# Triplet AlH: MP2 fails halfway along the stretch

The row at 2.224 Å looks wrong. MP2 puts the energy there at 0.972 eV above the start of the scan, while full configuration interaction (FCI), which is exact within the chosen basis and frozen core, gives 0.806 eV. Plain Hartree-Fock (HF), with no correlation at all, gives 0.872 eV and is closer. Yet at 4.426 Å, where the bond is stretched much further, MP2 is right to about 12 meV.

Stretching of neutral triplet AlH at HF, correlated and density-functional levels in the cc-pVTZ basis, calculated with Ansatz 0.2.0 and AFQMC afq 1 (in-house program). HF, MP2 and CCSD(T) use unrestricted determinants, and the correlated levels keep five core orbitals frozen. Energies are relative to the start of the scan at 1.6045 Å, at the same level.

```
point distance (Å)  number  HF, energy from the start of the scan (eV)  MP2, energy from the start of the scan (eV)  CCSD(T), energy from the start of the scan (eV)  phaseless AFQMC, energy from the start of the scan (eV)  FCI, energy from the start of the scan (eV)  PBE, energy from the start of the scan (eV)  PBE0, energy from the start of the scan (eV)
             1.419       1                                       0.233                                        0.231                                            0.262                                                    0.262                                        0.265                                        0.290                                         0.267
             1.768       2                                       0.161                                        0.160                                            0.118                                                    0.119                                        0.115                                        0.088                                         0.113
             2.224       3                                       0.872                                        0.972                                            0.812                                                    0.813                                        0.806                                        0.747                                         0.814
             2.970       4                                       1.093                                        1.231                                            1.199                                                    1.202                                        1.201                                        1.220                                         1.249
             4.426       5                                       1.091                                        1.253                                            1.238                                                    1.240                                        1.241                                        1.292                                         1.310
```

**What kind of curve this is.** The molecule is in a triplet state, with two more electrons of spin up than of spin down. This is an excited state of AlH, so the rise along the scan isn't the bond energy of the ground state. FCI rises smoothly from the start to the last stretched point. CCSD(T) and phaseless AFQMC follow it within 6 and 7 meV, so both approximate treatments agree with the exact one on the shape. (They aren't fully independent, since the AFQMC trial function is built from coupled-cluster amplitudes. The AFQMC energies also carry statistical noise, about 2 meV at 1.419 Å, and a bias from the phaseless constraint that the noise doesn't include.) The odd row belongs to MP2 and not to the molecule.

**The budget of correlation.** The correlation energy is the amount by which a correlated level lies below HF at the same distance. The curves give only its change from the start, but the total energies at 1.419 Å fix its size: 1.554 eV with FCI and 1.143 eV with MP2. From there it can be carried along the curve by adding and subtracting table values. At the start of the scan, FCI then has 1.586 eV and MP2 1.141 eV, so MP2 leaves out 0.445 eV.

The simplest model of MP2 says that it always leaves out this same amount. The omission would then cancel in every energy difference, and the MP2 curve would lie on the FCI curve. At 2.224 Å the two correlation energies are

$$E_\mathrm{FCI}^\mathrm{corr} = 1.586 + 0.872 - 0.806 = 1.652\ \mathrm{eV},$$

$$E_\mathrm{MP2}^\mathrm{corr} = 1.141 + 0.872 - 0.972 = 1.041\ \mathrm{eV}.$$

MP2 now leaves out 0.611 eV. That is 0.166 eV more than at the start, and this increase is exactly the error of the MP2 curve at this distance. The sum is book-keeping and explains nothing by itself, but it shows where to look. Between the start and 2.224 Å the true correlation energy grows, while that of MP2 shrinks.

At 4.426 Å the same account gives an omission of 0.457 eV, almost the value at the start. MP2 is therefore no better at describing the separated atoms than the molecule; it is wrong by nearly the same amount in both. The constant omission is a good model at the far end, a fair one at the other distances, where it fails by 30 to 45 meV, and a poor one at 2.224 Å. The printed analysis after this text lists the budget for each distance.

**Who is paired with whom.** Outside the frozen cores there are four electrons, three with spin up and one with spin down. Electrons of like spin are already kept apart by the Pauli principle, so most of the correlation energy comes from pairs of opposite spin. At 1.419 Å such pairs supply about 85 percent of the MP2 correlation energy. Each of these pairs contains the single spin-down electron, and the story of the curve is largely the story of where that electron sits.

Near the start it belongs to the Al-H bond. It shares the bonding orbital with one spin-up electron, while the other two spin-up electrons sit on aluminium, one in a σ orbital and one in a π orbital. When the atoms are far apart, aluminium has its filled 3s shell and one 3p electron, and hydrogen has one electron of its own. The spin-down electron now belongs to the 3s pair of aluminium. If the 3p electron stays in its π orbital, as expected for the lowest triplet, both ends are written with the same occupation, σ²σ¹π¹, but the doubly occupied orbital has changed from a bond into an atomic shell.

This explains why HF doesn't break down grossly on stretching. In restricted HF for a closed-shell molecule, both electrons of a bond are forced to share one orbital even when the atoms have parted, and the error grows towards the end of the curve. Here a single determinant can describe the bonded molecule, and another single determinant of the same occupation can describe the separated atoms. HF still makes the total rise too small by 150 meV, or 12 percent, because the separated atoms have less correlation energy than the molecule at the start.

**Why the middle is hard.** On the way from one pairing to the other, theory leads us to expect a region where both have similar energies. The true state is then a mixture of the two. Mixing alone is no problem for HF: both σ orbitals hold a spin-up electron in any case, and a single determinant can spread the spin-down electron over the two. What it can't do is let the other electrons adjust to where the spin-down electron is. Their orbitals have to settle for one compromise, and the energy gained by adjusting counts as correlation energy. This fits the numbers, though loosely: of all the distances, 2.224 Å has the largest FCI correlation energy, but at 1.768 Å it is only 20 meV smaller, while the MP2 error there is about a quarter as large. The size of the correlation energy alone therefore doesn't tell where MP2 fails.

MP2 is badly equipped for this situation. It starts from the HF orbitals and adds the effect of lifting two electrons at a time, each such double excitation on its own. Moving the spin-down electron from one σ orbital to the other is a single excitation, and by Brillouin's theorem single excitations don't couple directly to a converged HF determinant. They enter only through their coupling to the doubles, which comes at higher order. MP2 thus can't correct the orbitals once correlation has changed the balance between the two pairings.

Coupled cluster can, because it solves for single and double excitations together and lets each act on the other. Even at 1.419 Å, well away from the difficult region, its largest single amplitude (0.050) exceeds its largest double amplitude (0.041), although singles contribute nothing to MP2. Both amplitudes are small and hold for one distance only, so this is no more than a hint that orbital corrections matter in this molecule. At 2.224 Å, CCSD(T) is within 6 meV of FCI.

The shrinking MP2 correlation energy may have a simple reason. HF has already made 80 percent of its total rise at 2.224 Å, against 65 percent for FCI. Perhaps the HF determinant changes to the atomic pairing too early, and MP2 then computes a correlation energy that is already closer to that of the atoms than to that of the molecule at the start. This is a guess, since the orbitals at this distance were not examined.

Spin contamination is a second possible cause. The unrestricted determinant isn't held to a pure triplet, and on this stretch it does become spin contaminated. Such a determinant can gain energy by giving the spin-down electron an orbital that lies partly outside the space of the spin-up orbitals. This admits some of a higher spin state, and perturbation theory is known to converge slowly from such a start. At 1.419 Å the contamination is negligible, with $\langle S^2\rangle$ at 2.004 instead of 2, where $S$ is the total spin. How large it becomes at 2.224 Å was not examined here. A large part of the MP2 error at 2.224 Å may therefore come from it, and the table can't separate the two causes.

**Recognising the failure without FCI.** The steps from one level to the next give the warning. At 2.224 Å, going from HF to MP2 raises the relative energy by 100 meV, and going on to CCSD(T) lowers it by 160 meV. The second step more than undoes the first. If CCSD(T) can be trusted, as it can here, MP2 has moved away from the answer. At 4.426 Å the steps are 162 meV up and 15 meV down, as in a series that is settling.

A small first step is no reassurance. At 1.768 Å, HF and MP2 agree within 1 meV, and both are about 45 meV too high. They agree because MP2 gives nearly the same correlation energy there as at the start, while the true one has already begun to grow. What needs watching is the step after MP2.

Nor does a good value at one distance vouch for the rest of a curve. The density functional PBE0 is within 8 meV of FCI at 2.224 Å, where MP2 is at its worst, but 69 meV too high at 4.426 Å, where MP2 is good. A test at the first distance alone would favour PBE0, and a test at the second alone would favour MP2.

For a related molecule, the useful question is which electrons are paired at each end of the stretch. If the pairing changes while the occupation keeps its name, the region of change is a good place to test MP2 against a higher level, even if both ends look sound.

Numerical output:

```
Error against FCI in meV:
    row    HF  MP2  CC  AFQMC  PBE  PBE0
  1.419   -32  -34  -3     -3   25     2
  1.768    46   45   3      4  -27    -2
  2.224    66  166   6      7  -59     8
   2.97  -108   30  -2      1   19    48
  4.426  -150   12  -3     -1   51    69
Change of the relative energy from level to level in meV:
    row  HF to MP2  MP2 to CC
  1.419         -2         31
  1.768         -1        -42
  2.224        100       -160
   2.97        138        -32
  4.426        162        -15
Size of the correlation energy in eV and MP2 share in percent:
    row   full     MP2  missed by MP2  share
  1.419  1.554   1.143          0.411  73.55
  1.768  1.632   1.142           0.49  69.97
  2.224  1.652   1.041          0.611  63.01
   2.97  1.478   1.003          0.475  67.86
  4.426  1.436  0.9786          0.457  68.17
Full correlation energy at the start of the scan in eV: 1.586
MP2 correlation energy at the start of the scan in eV: 1.141
Correlation missed by MP2 at the start in eV: 0.445
MP2 share of the correlation at the start in percent: 71.94
Part of the rise to 4.426 angstrom reached at 2.224 angstrom with FCI in percent: 64.95
The same part with HF in percent: 79.93
The same part with MP2 in percent: 77.57
The same part with PBE in percent: 57.82
HF error at 4.426 angstrom in percent of the FCI rise: -12.09
Largest CCSD(T) error in meV: 6
Largest phaseless AFQMC error in meV: 7
```
